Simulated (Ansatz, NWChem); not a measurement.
A correction line for HF/def2-SVP: dipole moment

The dipole moment in D of 6 N-containing molecules: x at HF/def2-SVP, y as measured (NIST CCCBDB). Shapes, held fixed at every level: PBE0-D4/def2-TZVP; PN at the measured bond length. Programs: Ansatz 0.2.0, NWChem 7.3.0. A level may come from different programs for different species; with the same settings they agree closely.

```
                   molecule  x (D)  y (D)
         CH5N (methylamine)   1.44   1.31
           C3H3NO (oxazole)   1.52      ?
C2H5N (N-methylmethanimine)   1.74   1.53
             HNO (nitroxyl)   2.05   1.67
    PN (phosphorus nitride)   2.96   2.75
       C2H3N (acetonitrile)   4.05   3.92
```

**Question.** Fit y = c + s·x to the known rows and predict y for C3H3NO.

**Answer.** 
1. Means of the 5 rows: x = 2.4480, y = 2.236.
2. Σ(Δx)² = 4.5043, Σ(Δx·Δy) = 4.6195, so the slope is 4.6195/4.5043 = 1.0256.
3. Intercept: 2.236 − (1.0256) × 2.4480 = -0.275. The largest residual of the fit is 0.16.
4. C3H3NO: -0.275 + 1.0256 × 1.52 = 1.28 D.

The measured value is 1.50 D, so the prediction is off by -0.22 D, more than the largest residual. Uncorrected, HF/def2-SVP misses C3H3NO by +0.02 D, and the other rows by 0.21 on average. The line makes this one worse. Left out in turn, the other rows are missed by 0.12 D on average.

HF/def2-SVP overestimates the dipole in all five fitted molecules, but the excess doesn't grow steadily with polarity: it is largest for nitroxyl and equally small for methylamine and acetonitrile. With a slope of 1.0256, the line therefore acts mainly as a downward shift, not as a rescaling of exaggerated polarity. The usual physical reason for the excess is missing electron correlation. Hartree–Fock tends to make polar bonds too ionic, and correlation moves some charge back, notably through π* orbitals in multiple bonds such as N=O. The small basis adds an error of its own, which these data can't separate.

Oxazole needs almost no correction, so the shift spoils an already good value. Its dipole is a vector sum of ring σ polarization, the nitrogen lone pair and opposing π donation from oxygen, so errors in these parts probably cancel. The close raw agreement is thus no proof of an accurate charge distribution, and this single miss doesn't establish that heteroaromatics as a class need a separate correction.
